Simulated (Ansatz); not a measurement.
A series in volume scale on NbRu

Free energy against uniform scaling of the volume at fixed shape and fractions; periodic cell, basis, potentials, k mesh and filling as listed. The results are calculated, by Ansatz 0.2.0.

The cell before it is scaled or strained (space group Pm-3m, No. 221):
```
CELL_PARAMETERS angstrom
3.18400 0.00000 0.00000
0.00000 3.18400 0.00000
0.00000 0.00000 3.18400
ATOMIC_POSITIONS crystal
Nb 0.00000 0.00000 0.00000
Ru 0.50000 0.50000 0.50000
```

Settings of every row: functional r2SCAN; dispersion D4; potentials norm-conserving; wave cutoff 1142.9 eV; density cutoff 4571.5 eV; k mesh 7x7x7; k shift 0x0x0; occupations methfessel paxton; smearing width 0.2 eV; spin none; SCF threshold exponent -8.

Limits: coarse k mesh, up to 40 meV an atom off.

```csv
row,volume scale,V (Å³/atom),energy above lowest point (meV/atom)
1,0.88,14.203,124.6
2,0.92,14.848,34.7
3,0.96,15.494,0
4,1,16.139,9.7
5,1.04,16.785,55.2
6,1.08,17.431,129.2
7,1.12,18.076,?
```

Question: what energy above lowest point should row 7 give?

Worked fit of energy above lowest point. Take u = (V_r/V)^(2/3) − 1 with V_r = 15.816 Å³ an atom, which is twice the finite (Eulerian) strain; such expansions in the strain, on which the Birch-Murnaghan equation of state is built, carry the rest volume and the bulk modulus. The shown rows have u = 0.07435, 0.043, 0.01381, -0.01339, -0.03887, -0.06276. Least squares give energy above lowest point = −0.08 − 369.8 × u + 27207 × u² + 4346 × u³ meV/atom; a parabola predicts inner rows, each left out in turn, worse (root mean square 0.45 against 0.081 meV/atom). The rows lie off it by 0.0, 0.0, 0.0, 0.0, 0.1, 0.0. Its lowest point lies at u = 0.0068, or V = 15.66 Å³ an atom, and the curvature there gives the bulk modulus at fixed shape and fractions, B = (4/9)(1 + u)² E″(u)/V = 252 GPa. The withheld row has u = -0.08519, so the fit gives −0.08 − 369.8 × (-0.08519) + 27207 × (-0.08519)² + 4346 × (-0.08519)³ = 226.2 meV/atom.

The calculation gave 226.3 meV/atom. The fit lies 0.1 meV/atom (0.044 % of the column's range) below it, one unit of the last digit. This row lies beyond the range of the fit.
